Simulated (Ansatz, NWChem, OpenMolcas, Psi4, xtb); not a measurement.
**Si2H6 (disilane): the energy, rung by rung**

Si2H6 has 8 atoms, charge 0, and is taken as a singlet. SMILES: `[SiH3][SiH3]`. The coordinates come from a PBE0-D4/def2-TZVP relaxation.

```xyz
8

Si   -0.3405    0.4902   -1.0049
Si    0.3635   -0.5044    0.9910
H     0.8339    0.9482   -1.7949
H    -1.1129   -0.4839   -1.8219
H    -1.2080    1.6641   -0.7179
H     1.1390    0.4686    1.8063
H     1.2281   -1.6805    0.7040
H    -0.8110   -0.9592    1.7826
```

Quantity: the energy change with the Si1–H5 bond stretched from 1.488 to 1.934 Å, in eV. The values are calculated.

```csv
level,kind,program,value (eV),CPU time (all runs)
GFN0-xTB,semi-empirical,xtb,0.69,under 2 s
HF/aug-cc-pVDZ (unrestricted),Hartree–Fock,OpenMolcas,1.05,26 s
revPBE/aug-cc-pVDZ (restricted),GGA,NWChem,0.83,75 s
M06-L/aug-cc-pVDZ (restricted),meta-GGA,NWChem,0.98,2.1 min
B3LYP/aug-cc-pVDZ (restricted),global hybrid,OpenMolcas,0.93,71 s
M06-2X/aug-cc-pVDZ (restricted),hybrid meta-GGA,Psi4,0.99,4.9 min
CAM-B3LYP/aug-cc-pVDZ (restricted),range-separated hybrid,Ansatz,0.98,26 s
DSD-PBEP86/aug-cc-pVDZ (density fitting for correlation) (restricted),double hybrid,Psi4,0.97,2.1 min
RPA@PBE/aug-cc-pVDZ (restricted),RPA,Ansatz,0.88,29 s
MP3/aug-cc-pVDZ (restricted),perturbation theory,Psi4,0.97,93 s
```

The first shape isn't each level's own minimum. The values span 0.69 to 1.05 eV. Times are those of the runs behind each value, whatever else they computed, on shared processors of several kinds: orders of magnitude only.

Stretching the Si–H bond costs energy at every level, because the overlap between the silicon sp-type hybrid and hydrogen 1s shrinks and the bonding pair loses stabilisation. The σ and σ* levels also draw closer, so electron correlation matters more in the stretched geometry than in the starting one. Its absence probably explains why Hartree–Fock gives the highest cost, 1.05 eV; the unrestricted treatment can't be the cause, since spin freedom can only lower the energy of the stretched bond.

MP3, the double hybrid, M06-L, CAM-B3LYP and M06-2X cluster between 0.97 and 0.99 eV, with B3LYP slightly below and RPA, revPBE and especially GFN0-xTB giving a softer bond. The order doesn't simply follow the share of exact exchange: M06-L, which has none, lies above B3LYP. The cluster makes a value near its own range plausible, but the stretch stops well short of separated silyl-type and hydrogen radicals, so the ranking can't be carried over to the bond dissociation energy.
